# Quaternion charges of band nodes in real three-band Hamiltonians

## 1. Premises and reality

The premises are three.

- (P1) $H(\mathbf k)$ is a smooth $3\times3$ Bloch Hamiltonian of non-interacting electrons on a plane of momenta.
- (P2) An antiunitary symmetry $\mathcal A=U\mathcal K$ leaves every $\mathbf k$ of the plane fixed, so $UH^*U^\dagger=H$, with $U$ independent of $\mathbf k$.
- (P3) $\mathcal A^2=UU^*=+1$.

Examples are $PT$ without spin-orbit coupling and $C_2T$ on the plane normal to the axis. Bands are ordered $E_1\le E_2\le E_3$. The lower gap lies between bands 1 and 2, the upper gap between bands 2 and 3.

By (P3), $U^*=U^{-1}=U^\dagger$, so $U$ is symmetric. Write $U=X+iY$ with $X,Y$ real symmetric. The imaginary part of $UU^*=1$ gives $XY=YX$, so one real orthogonal $O$ diagonalises both, and $U=Oe^{i\varphi}O^T=WW^T$ with $W=Oe^{i\varphi/2}$ and $\varphi$ real diagonal. For $H'=W^\dagger HW$,

$$H'^*=W^TH^*W^*=W^TU^\dagger HUW^*=W^\dagger HW=H',$$

because $U^\dagger=W^*W^\dagger$ and $W^TW^*=1$. From here on $H$ is real symmetric.

**Predict.** How many parameters must be tuned to make two bands touch?

A real $2\times2$ block is $d_0+d_z\sigma_z+d_x\sigma_x$, since $\sigma_y$ is imaginary. Two conditions, $d_z=d_x=0$, are met at points of a plane. A point node is probed by a loop around it, so the object to find is a fundamental group.

## 2. The space of eigenframes

Away from nodes $H=F\,\mathrm{diag}(E_1,E_2,E_3)F^T$, where the columns of $F=(u_1,u_2,u_3)$ are real orthonormal eigenvectors. The ordered energies form a convex set and carry no topology. The frame lies in $O(3)$ and is fixed up to the signs $u_n\to\pm u_n$. The overall sign $-1$ has determinant $-1$ in three dimensions, so it can be spent on making $\det F=+1$, that is $u_1=u_2\times u_3$. What remains is

$$D_2=\{1,\ \mathrm{diag}(1,-1,-1),\ \mathrm{diag}(-1,1,-1),\ \mathrm{diag}(-1,-1,1)\},$$

the $\pi$ rotations about the frame's own axes, acting from the right. The space of gapped Hamiltonians deforms onto $SO(3)/D_2$.

**Predict.** $D_2$ is Abelian of order 4. Is it the fundamental group?

It is not, because $SO(3)$ is not simply connected. Take unit quaternions, with $i^2=j^2=k^2=ijk=-1$, and write a vector as $v=v_1i+v_2j+v_3k$. The map $v\mapsto qvq^{-1}$ with $q=\cos\frac\gamma2+\hat n\sin\frac\gamma2$ is the right-handed rotation by $\gamma$ about $\hat n$, and $q$ and $-q$ give the same rotation. Unit quaternions form the sphere $S^3$, which is simply connected. The preimage of $D_2$ follows by setting $\gamma=0,\pi,2\pi,3\pi$ about the three axes:

$$Q_8=\{\pm1,\pm i,\pm j,\pm k\}.$$

Hence $SO(3)/D_2=S^3/Q_8$. Right multiplication by $g\neq1$ has no fixed point, so $S^3$ is the universal cover and

$$\pi_1\big(SO(3)/D_2\big)=Q_8 .$$

**Definition of the charge.** Take a gapped loop based at $\mathbf k_0$ and a quaternion $q_0$ that represents $F(\mathbf k_0)$. Follow the frame continuously, lift it to $q(s)$ with $q(0)=q_0$, and write $q(1)=q_0\,g$ with $g\in Q_8$. Three facts follow.

1. *Composition.* If $q(s)$ is a lift, so is $q(s)g_1$. Running loop 1 and then loop 2 therefore ends at $q_0g_2g_1$. Later loops stand on the left.
2. *Gauge.* Another sign choice $q_0\to q_0p$ with $p\in Q_8$ sends $g\to p^{-1}gp$. A single loop has a gauge-free charge only as a conjugacy class: $\{1\}$, $\{-1\}$, $\{\pm i\}$, $\{\pm j\}$, $\{\pm k\}$. Relative signs of two charges of one class, based at one point, are gauge-free.
3. *Orbital axes.* If the frame has been turned by $Q$ about the fixed orbital axes, $q(1)=Qq_0$ and $g=q_0^{-1}Qq_0$. A $\pi$ rotation about $\pm u_n(\mathbf k_0)$ thus gives $\pm i,\pm j,\pm k$ for $n=1,2,3$.

The class $\pm k$ reverses $u_1$ and $u_2$, which means Berry phases $(\pi,\pi,0)$. The element $-1$ reverses no eigenvector, so Berry phases cannot see it. This classification of nodes is due to Wu, Soluyanov and Bzdušek (2019). The assignment of letters to gaps is a convention.

## 3. Charge of a single node

Shrink the loop around a node of the upper gap. Then $u_1$ becomes constant, and in a fixed basis $(e_2,e_3)$ with $e_2\times e_3=u_1$ the block has $(d_z,d_x)=|d|(\cos\psi,\sin\psi)$. Its upper eigenvector is $\cos\frac\psi2\,e_2+\sin\frac\psi2\,e_3$. If $\psi$ winds $w$ times, the frame turns by $\pi w$ about $u_1$, and

$$g=\cos\frac{\pi w}{2}+i\,\sin\frac{\pi w}{2}.$$

At a linear node $w$ is the sign of the Jacobian $J=\partial(d_z,d_x)/\partial(k_x,k_y)$, so $g=\pm i$. The same argument in the lower gap, with $u_3$ as the axis, gives $\pm k$.

**Predict.** What is the charge of a node with $w=\pm2$, and of two linear nodes in one gap?

For $w=\pm2$ the frame turns by $2\pi$ and $g=-1$. Two linear nodes give $i\cdot(-i)=1$ or $i\cdot i=-1$. Only the first pair can vanish, since a gapped disc makes its boundary loop contractible and forces $g=1$.

## 4. Braiding

Let $a$ be an upper-gap node and $b$ a lower-gap node. A based loop around $a$ consists of a tether from $\mathbf k_0$, a small circle and the way back. Reroute the tether past the other side of $b$. The new loop is homotopic to: round $b$, old loop round $a$, round $b$ backwards. By the composition rule

$$g_a'=g_b^{-1}g_ag_b=k^{-1}\,i\,k=-i ,$$

because $ik=-j=-ki$. Charges of adjacent gaps anticommute.

**Predict.** Two upper-gap nodes $a,a'$ have total charge $-1$. Both tethers are rerouted past $b$. Can the pair now annihilate?

No. The element $-1$ is central, and both factors change sign. The total becomes $+1$ only if one tether alone is rerouted, which happens when $b$ crosses the path along which $a$ and $a'$ approach, or when $a$ reaches $a'$ by a path on the other side of $b$. The relative charge belongs to the pair together with the path.

## 5. The patch Euler class

Let $\mathcal D$ be a disc on which the lower gap is open everywhere, with the upper gap open on $\partial\mathcal D$. Then $u_1$ can be chosen smooth on $\mathcal D$, uniquely up to one sign. Define

$$\mathrm a=u_2\cdot du_3,\qquad \mathrm{Eu}=\partial_xu_2\cdot\partial_yu_3-\partial_yu_2\cdot\partial_xu_3 .$$

With $u_1$ fixed the only freedom is $(u_2,u_3)\to-(u_2,u_3)$, which leaves $\mathrm a$ unchanged. Insert $1=\sum_nu_nu_n^T$ into $\mathrm{Eu}$. Normalisation gives $u_n\cdot\partial u_n=0$, so only $n=1$ survives, and $u_1\cdot\partial u_m=-u_m\cdot\partial u_1$ for $m=2,3$. Then

$$\mathrm{Eu}=(u_2\cdot\partial_xu_1)(u_3\cdot\partial_yu_1)-(u_3\cdot\partial_xu_1)(u_2\cdot\partial_yu_1)=u_1\cdot(\partial_xu_1\times\partial_yu_1).$$

This is the signed solid angle swept by $u_1$ per unit area, and it is smooth at upper-gap nodes. The patch Euler class, with the boundary run counterclockwise, is

$$\chi(\mathcal D)=\frac1{2\pi}\left[\int_{\mathcal D}\mathrm{Eu}\,d^2k-\oint_{\partial\mathcal D}\mathrm a\right].$$

**Predict.** Neither term is quantised. Why should the difference be?

A disc is contractible, so the planes normal to $u_1$ admit a smooth basis $(e_2,e_3)$ with $e_2\times e_3=u_1$. Write $u_2=\cos\alpha\,e_2+\sin\alpha\,e_3$ and $u_3=-\sin\alpha\,e_2+\cos\alpha\,e_3$. Differentiation, with $e_3\cdot de_2=-e_2\cdot de_3$, gives $\mathrm a=e_2\cdot de_3-d\alpha$. The derivation of the solid-angle form holds for $(e_2,e_3)$ as well, so Stokes' theorem gives $\int\mathrm{Eu}\,d^2k=\oint e_2\cdot de_3$. Therefore

$$\chi=\frac{\Delta\alpha}{2\pi}=\sum_{\text{nodes}}\frac{w}{2},\qquad g(\partial\mathcal D)=\cos\pi\chi+i\sin\pi\chi .$$

The sum holds because $d\alpha$ is closed between the nodes, and each contributes $\pi w$. The formula for $g$ holds because the lift of the smooth frame closes, while the extra rotation about axis 1 contributes the quaternion of angle $\Delta\alpha$. The consequences are these.

- $\chi$ is a multiple of $\frac12$, so it is constant while the two gap conditions hold.
- With no node inside, $\chi=0$. Nodes can annihilate inside $\mathcal D$ only if $\chi(\mathcal D)=0$.
- Conversely, $\chi=0$ means that $(d_z,d_x)$ in the smooth basis does not wind on the boundary, so it extends inward without zeros. Some real perturbation then removes the nodes, though further crystal symmetries may forbid it.
- Reversing $u_1$ reverses $\chi$. Since $u_1$ changes sign around a lower-gap node, this is the braiding rule again.
- $g$ fixes $\chi$ modulo 2 only. For a pair of linear nodes $\chi\in\{0,\pm1\}$, and the two criteria coincide.

The Euler class as an obstruction to node annihilation was described by Ahn, Park and Yang (2019).

## 6. The kagome model

Take $\mathbf a_1=a(1,0)$, $\mathbf a_{2,3}=a(-\frac12,\pm\frac{\sqrt3}2)$ and $\theta_n=\mathbf k\cdot\mathbf a_n/2$, so that $\theta_1+\theta_2+\theta_3=0$. Sites A, B, C carry one even orbital each, with bonds BC, CA, AB along $\mathbf a_1,\mathbf a_2,\mathbf a_3$. Bloch phases include the site positions. With hopping $-t<0$, an on-site energy $\delta$ on A, $c_n=\cos\theta_n$ and $s_n=\sin\theta_n$,

$$H=-2tM+\mathrm{diag}(\delta,0,0),\qquad M=\begin{pmatrix}0&c_3&c_2\\c_3&0&c_1\\c_2&c_1&0\end{pmatrix}.$$

$C_2$ maps each sublattice onto itself, so $U=1$. The orbital axes $x,y,z$ are A, B, C.

**Spectrum at $\delta=0$.** Let $P=c_1c_2c_3$. The constraint on the angles implies $\sum c_n^2=1+2P$, so

$$\det(\lambda-M)=\lambda^3-(1+2P)\lambda-2P=(\lambda+1)(\lambda^2-\lambda-2P),$$

$$E_{1,2}=-t\big(1\pm\sqrt{1+8P}\big),\qquad E_3=2t .$$

The flat band has $u_3\propto(s_1,s_2,s_3)$, since $c_3s_2+c_2s_3=\sin(\theta_2+\theta_3)=-s_1$ and cyclically. The lower gap closes at $P=-\frac18$, as at $K=(4\pi/3a,0)$. The upper gap closes at $\Gamma$, where $P\approx1-\frac12\sum\theta_n^2=1-\frac3{16}k^2a^2$ gives the quadratic law $E_3-E_2\approx\frac14tk^2a^2$.

Near $\Gamma$, $u_1\to(1,1,1)/\sqrt3$ and, for $\mathbf k$ at polar angle $\phi$, $u_3\to\cos\phi\,(2,-1,-1)/\sqrt6+\sin\phi\,(0,1,-1)/\sqrt2$. The cross product of these two basis vectors is $+u_1$.

**Predict** $\chi$ and $g$ of the node at $\Gamma$.

The frame turns once by $+2\pi$ about $u_1$, so $\chi=+1$ and $g=-1$. A finite loop confirms this exactly.

**Hexagon.** The region $|\theta_n|\le\pi/2$ is a hexagon with the six $M$ points as corners. There $P\ge0$, so the lower gap is open. On its edges $P=0$ and $E=-2t,0,2t$. Start at $\mathbf k_0$ with $\theta=(\frac\pi2,-\frac\pi2,0)$ and run up the edge $\theta_1=\frac\pi2$ with $\theta_2=-\beta$, where $\beta$ falls from $\frac\pi2$ to 0. Then $c_2=\cos\beta$, $c_3=\sin\beta$ and

$$u_1=\tfrac1{\sqrt2}(1,\sin\beta,\cos\beta),\quad u_3=\tfrac1{\sqrt2}(1,-\sin\beta,-\cos\beta),\quad u_2=u_3\times u_1=(0,-\cos\beta,\sin\beta).$$

The frame turns rigidly by $+\frac\pi2$ about $x$, so $q_x=(1+i)/\sqrt2$. A $120^\circ$ rotation of $\mathbf k$ permutes $x\to y\to z$, and $H(-\mathbf k)=H(\mathbf k)$. The counterclockwise edges are $\theta_1=\frac\pi2$, $\theta_3=-\frac\pi2$, $\theta_2=\frac\pi2$ and their inverses in $\mathbf k$, so the quarter turns come in the order $x,z,y,x,z,y$. With $(1+j)(1+k)=1+i+j+k$,

$$q_yq_zq_x=\frac{(1+i+j+k)(1+i)}{2\sqrt2}=\frac{i+j}{\sqrt2},\qquad g=(q_yq_zq_x)^2=-1 .$$

For the Euler class, $\mathrm a=u_2\cdot du_3=d\beta/\sqrt2$, each edge gives $-\pi/2\sqrt2$, and $-\frac1{2\pi}\oint\mathrm a=\frac3{2\sqrt2}=1.0607$. The area term is found independently. Inside the hexagon all $c_n>0$, so by the Perron–Frobenius theorem $u_1$ stays in the positive octant, and its boundary curve fixes the signed solid angle. That curve consists of arcs at $45^\circ$ from $x$, $z$ and $y$. It encloses the octant minus three quarter caps,

$$\frac\pi2-3\cdot\frac{2\pi(1-1/\sqrt2)}4=0.1906\ \text{sr}.$$

It passes $(1,1,0)\to(1,0,1)\to(0,1,1)$, which is clockwise seen from outside, and does so twice. Thus $\int\mathrm{Eu}\,d^2k=2\pi-3\pi/\sqrt2=-0.3811$, and

$$\chi=-0.0607+1.0607=1 .$$

**Triangle round $K$.** From $\mathbf k_0$ go counterclockwise through $\theta=(\pi,-\frac\pi2,-\frac\pi2)$ and $(\frac\pi2,0,-\frac\pi2)$. On the first edge $c_2=0$ and $(c_3,c_1)$ runs from $(1,0)$ to $(0,-1)$, a turn of $+\frac\pi2$ about $y$. On the second $c_3=0$ and $(c_2,c_1)$ runs from $(0,-1)$ to $(1,0)$, a turn of $+\frac\pi2$ about $z$. The third is the first hexagon edge reversed. Then

$$Q=q_x^{-1}q_zq_y=\frac{(1-i)(1-i+j+k)}{2\sqrt2}=\frac{-i+j}{\sqrt2},$$

a $\pi$ rotation about $-u_3(\mathbf k_0)$, so $g_K=-k$ in this gauge.

## 7. Splitting the quadratic node

**Predict.** $\delta$ breaks the sixfold symmetry but keeps $H$ real. Does it open the upper gap?

At a degeneracy $H-E$ has rank one, $H-E=\mp vv^T$, with the upper sign for the upper gap. If no $c_n$ vanishes, each diagonal entry equals the product of the two off-diagonal entries of its row divided by the third:

$$E=2t\frac{c_1c_3}{c_2}=2t\frac{c_1c_2}{c_3},\qquad \delta=E-2t\frac{c_2c_3}{c_1}.$$

So $c_2^2=c_3^2$ and $|E|=2t|c_1|$, with $P>0$ for the upper gap and $P<0$ for the lower. If one $c_n$ vanishes, rank one needs a second to vanish too, which selects the $M$ points. There a degeneracy occurs only for $c_2=c_3=0$ and $\delta=\pm2t$. The hexagon and the triangle thus stay gapped for $|\delta|<2t$ and keep their charges.

Inside the hexagon $c_2=c_3$ leaves two lines. On $k_x=0$, $c_1=1$, $E=2t$ and $\sin^2\theta_2=\delta/2t$, with $\theta_2=\sqrt3k_ya/4$. On $k_y=0$, $\delta/2t=(2c_1+1)(c_1-1)/2c_1$, which is negative for $0<c_1<1$. The node splits along $k_y$ for $\delta>0$ and along $k_x$ for $\delta<0$. The two nodes that meet at $\Gamma$ do not annihilate, as $\chi=1$ demands.

For the nodes on $k_x=0$ put $c=\cos\theta_2$ and $s=\sin\theta_2$. There $u_1\propto v\propto(c,1,1)$, and $e_3=(0,1,-1)/\sqrt2$, $e_2=e_3\times u_1=(2,-c,-c)/N$ with $N^2=2(2+c^2)$. To first order $dc_1=0$, $dc_2=-s\,d\theta_2$ and $dc_3=-s(d\theta_1+d\theta_2)$. Projection gives

$$d_z=-\frac{4tcs}{N^2}(d\theta_1+2d\theta_2),\quad d_x=\frac{2\sqrt2ts}{N}d\theta_1,\quad J_\theta=\frac{\partial(d_z,d_x)}{\partial(\theta_1,\theta_2)}=\frac{8t^2cs^2}{(2+c^2)^{3/2}} .$$

The map $\mathbf k\to(\theta_1,\theta_2)$ has the positive Jacobian $\sqrt3a^2/8$, so $w=\mathrm{sgn}\,c$. The nodes at $\pm\theta_2$ both have $w=+1$, $g=i$ and $\chi=\frac12$.

**Predict.** As $\delta\to2t$ the node at $\theta_2$ meets the one at $\pi-\theta_2$, the image of its partner, at $M$. What happens?

On $k_x=0$ the state $e_3$ has energy $2t$. Band 1 is the lower state of the B–C symmetric sector, with energy at most $-2t$, and its B and C components never vanish. A thin patch along the line through $M$ is therefore admissible, with $u_1\propto(c,1,1)$ at both nodes. Since $c$ has opposite signs, $\chi=\frac12-\frac12=0$. The pair annihilates: for $P>0$ the node condition gives $\delta<2t|c_1|\le2t$, so the upper gap is open at every $\mathbf k$ once $\delta>2t$. The two verdicts agree. The paths through $\Gamma$ and through $M$ together form a non-contractible loop of the zone. Across it $H\to VHV$ with the rotation $V=\mathrm{diag}(1,-1,-1)$, while $u_1$ continues to $-Vu_1$, so the orientation is reversed. A detour past the far side of one lower-gap node would reverse it once more.

## 8. Range of validity

- The three bands must span a fixed three-dimensional real space, or be separated from all others on the region used. For $N\ge3$ bands $Q_8$ is replaced by the group of order $2^N$ that covers the sign changes in $\mathrm{Spin}(N)$, and $-1$ stays non-trivial. $\chi$ needs a pair of bands gapped from both neighbours on the patch.
- $\mathcal A^2=+1$ is essential. With $\mathcal A^2=-1$, as for $PT$ with spin-orbit coupling, all bands are doubly degenerate.
- In three dimensions $C_2T$ makes $H$ real on invariant planes only, while $PT$ does so everywhere and the nodes are lines.
- The sign of $\chi$ and of $\pm i,\pm k$ is gauge-dependent. Verdicts on annihilation refer to a patch or path.
- The model omits spin-orbit coupling. A spin-conserving nearest-neighbour term adds, at $\Gamma$ and in one spin sector, $2i\lambda L$ with $Lv=(1,1,1)\times v$. It is imaginary, and $C_2T$ now exchanges the two sectors. $L$ has eigenvalues $\pm i\sqrt3$ on the doublet, so at $\delta=0$ the gap is $4\sqrt3\lambda$.

## 9. Numerical illustration

The inputs are assumed and describe no specific material: $t=100$ meV, $a=5.3$ Å, $\delta=50$ meV, and $\lambda=5$ meV for the neglected term.

The upper-gap nodes obey $\sin^2\theta_2=\frac14$, so $\theta_2=\pm\pi/6$ and $k_y=\pm2\pi/3\sqrt3a=\pm0.228$ Å$^{-1}$ at $E=200$ meV. This is one third of $\Gamma M=0.684$ Å$^{-1}$. Both have $J_\theta=+0.380\,t^2$, and the image beyond $M$ has $J_\theta=-0.380\,t^2$. At $\Gamma$ the symmetric sector gives $E_3=\frac{\delta-2t}2+\sqrt{(\frac{\delta+2t}2)^2+8t^2}=234.2$ meV, which is $34.2$ meV above $E_2=2t$.

The lower-gap node on $k_y=0$ obeys $4c_1^2-3c_1-2=0$ with $c_1<0$. Thus $c_1=(3-\sqrt{41})/8=-0.4254$, $\theta_1=2.010$, $k_x=2\theta_1/a=0.759$ Å$^{-1}$ and $E=2tc_1=-85.1$ meV. It has moved inward from $K$ at $0.790$ Å$^{-1}$ and remains inside the triangle.

The neglected spin-orbit term would open $4\sqrt3\lambda=34.6$ meV at $\Gamma$ for $\delta=0$, as large as the $34.2$ meV splitting, so these numbers require $\lambda\ll t/20$. Within the spinless model the upper-gap pair has $\chi=1$ and $g=-1$ on the patch through $\Gamma$, has $\chi=0$ and $g=1$ on the patch through $M$, and annihilates at $M$ when $\delta$ reaches $2t=200$ meV.